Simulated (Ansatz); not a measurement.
**How basis sets differ on BNH2BrF (SMILES NB(F)Br)**

BNH2BrF has 6 atoms, charge 0, and is taken as a singlet. As SMILES, `NB(F)Br`. Geometry: relaxed at PBE0-D4/def2-TZVP.

Quantity: the dipole moment, in D. The values are calculated.

| level | kind | program | value (D) |
| --- | --- | --- | --- |
| HF/STO-3G | Hartree–Fock | Ansatz | 2.85 |
| HF/3-21G | Hartree–Fock | Ansatz | 3.51 |
| HF/6-31G** (spherical functions) | Hartree–Fock | Ansatz | 3.13 |
| HF/def2-SVP | Hartree–Fock | Ansatz | 3.09 |
| HF/def2-SVPD | Hartree–Fock | Ansatz | 2.95 |

All-electron rows without a relativistic Hamiltonian named are non-relativistic. The values span 2.85 to 3.51 D. Sets without polarisation functions give poor dipoles. Without the sets that lack polarisation functions the rows with a basis span only 2.95 to 3.13 D.

The dipole does not change steadily with basis size: it rises from 2.85 D with STO-3G to 3.51 D with 3-21G, then falls back once polarisation functions are present. The minimal set's closeness to the def2-SVPD value of 2.95 D therefore probably reflects cancelling errors rather than a sound density. Splitting the valence shell lets charge move towards the electronegative halogens, while polarisation functions let the density around each atom distort and better describe the π donation from fluorine and bromine into the formally empty boron p orbital, which opposes the B–X σ polarity. The nitrogen lone pair competes for the same orbital, so the net moment is a sensitive balance of σ withdrawal and π donation. Adding diffuse functions to def2-SVP lowers the value from 3.09 to 2.95 D, which suggests that the outer lone-pair density is not fully described by the compact set. Agreement among the polarised sets says nothing about the effect of electron correlation, which often reduces Hartree–Fock bond polarity.
